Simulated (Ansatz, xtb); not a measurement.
## Relative energy of two isomers of CH7BSn

Structure I: `B[CH2][SnH3]`, a singlet. Structure II: `C[BH][SnH3]`, a singlet. Both are isolated molecules in the gas phase, relaxed with BLYP-D3(BJ)/def2-SVP; each stands in its lowest conformer found.

**Question.** Estimate E(II) − E(I) at the level CCSD(T)/def2-TZVP.

**Answer.** Calculated at CCSD(T)/def2-TZVP: E(II) − E(I) = +4.6 kcal/mol, so structure I lies lower.

Level by level:

| level | geometry | E(II) − E(I) (kcal/mol) | departure from the last row (kcal/mol) | job, with rough time for the two |
| --- | --- | --- | --- | --- |
| GFN2-xTB | GFN2-xTB | −2.5 | −7.1 | optimisation, 0.76 s |
| HF/STO-3G | GFN2-xTB | +10.1 | +5.5 | single point, 3.5 s |
| r2SCAN-D4/def2-SVP | GFN2-xTB | +2.3 | −2.3 | single point, 9.3 s |
| BLYP-D3(BJ)/def2-SVP | BLYP-D3(BJ)/def2-SVP | +2.9 | −1.7 | optimisation, 1.8 min |
| HF/def2-TZVP | BLYP-D3(BJ)/def2-SVP | +3.0 | −1.6 | part of the CCSD(T) run |
| MP2/def2-TZVP | BLYP-D3(BJ)/def2-SVP | +5.8 | +1.2 | part of the CCSD(T) run |
| CCSD(T)/def2-TZVP | BLYP-D3(BJ)/def2-SVP | +4.6 |  | single point, 2.6 min |

As drawn, II has 1 B–Sn, 1 C–H in place of 1 C–Sn, 1 B–H.

GFN2-xTB puts the two in the other order. The largest departure from CCSD(T)/def2-TZVP is that of GFN2-xTB, 7.1 kcal/mol. A small imaginary or near-zero mode remains, so no thermal terms are given.

The correlated steps freeze 6 core orbitals; the filled d shell of Sn is correlated, in a basis made for valence electrons. Atoms past krypton carry core potentials in the def2 sets, other sets are all-electron and non-relativistic, and no spin–orbit term is included. Codes used: Ansatz 0.2.0, xtb 6.7.1; the last row on 2 threads of AMD EPYC (Zen 3) on a shared host.

The preference for the stannylmethylborane, I, over the methyl(stannyl)borane, II, is modest and reflects a balance between two bond exchanges. Moving tin from carbon to boron gives up a polar C–Sn bond for a less polar, probably weaker B–Sn bond, and the accompanying change from B–H to C–H evidently does not make up the loss. Hyperconjugation probably works in the same direction: in I the high-lying, polarisable C–Sn σ bond can donate into the empty boron p orbital, whereas in II the B–Sn σ bond lies in the nodal plane of that orbital and the role is left to the methyl C–H and stannyl Sn–H bonds.

Hartree–Fock in the larger basis already gives +3.0 kcal/mol, so the ordering does not depend on electron correlation. Correlation strengthens the preference, with MP2 overshooting the coupled-cluster value. The reversed order from GFN2-xTB suggests an imbalance in its parametrised description of the bonds exchanged. The total energies alone cannot separate hyperconjugation from the intrinsic bond strengths.
